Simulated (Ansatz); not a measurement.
HfC: the change of pressure with volume scale

All results are calculated (Ansatz 0.2.0). Periodic Kohn-Sham DFT of a crystal at fixed atoms, scaled to volume_scale times the given cell; pressure positive in compression, energy less spherical unpolarised free atoms, largest_vzz the field gradient of largest size among the nuclei.

The cell before it is scaled or strained (space group Fm-3m, No. 225):
```
CELL_PARAMETERS angstrom
0.00000 2.32500 2.32500
2.32500 0.00000 2.32500
2.32500 2.32500 0.00000
ATOMIC_POSITIONS crystal
Hf 0.50000 0.50000 0.50000
C 0.00000 0.00000 0.00000
```

Settings of every row: method all-electron PAW; functional LDA; relativity scalar; k mesh 12x12x12; filling fermi-dirac; smearing width 0.05 eV; nucleus gaussian.

Atom start moment: 0 on all atoms.

Limits: no spin-orbit coupling on heavy atoms.

```csv
row,volume scale,V (Å³/atom),pressure (GPa)
1,0.94,11.814,3.269
2,0.96,12.065,-2.272
3,0.98,12.317,-7.271
4,0.99,12.442,-9.582
5,1,12.568,-11.777
6,1.01,12.694,?
7,1.02,12.819,-15.838
8,1.04,13.071,-19.497
9,1.06,13.322,-22.791
```

Question: what pressure should row 6 give?

Worked fit of pressure. Take u = (V_r/V)^(2/3) − 1 with V_r = 12.505 Å³ an atom, which is twice the finite (Eulerian) strain; such expansions in the strain, on which the Birch-Murnaghan equation of state is built, carry the rest volume and the bulk modulus. The shown rows have u = 0.03862, 0.02417, 0.01015, 0.00337, -0.00334, -0.0164, -0.02908, -0.04131. Least squares give pressure = −10.692 + 328.128 × u + 858.56 × u² GPa; a straight line predicts inner rows, each left out in turn, worse (root mean square 0.44 against 0.01 GPa). The rows lie off it by 0.008, -0.012, 0.002, -0.006, 0.001, 0.004, 0.011, -0.009 (root mean square 0.0076 GPa). The pressure vanishes at u = 0.0302, or V = 11.96 Å³ an atom, and there the bulk modulus at fixed shape and fractions is B = −V dP/dV = (2/3)(1 + u) dP/du = 261 GPa. The withheld row has u = -0.00995, so the fit gives −10.692 + 328.128 × (-0.00995) + 858.56 × (-0.00995)² = -13.872 GPa.

The calculation gave -13.86 GPa. The fit lies 0.012 GPa (0.046 % of the column's range) below it; its largest miss of a shown row is 0.012 GPa.
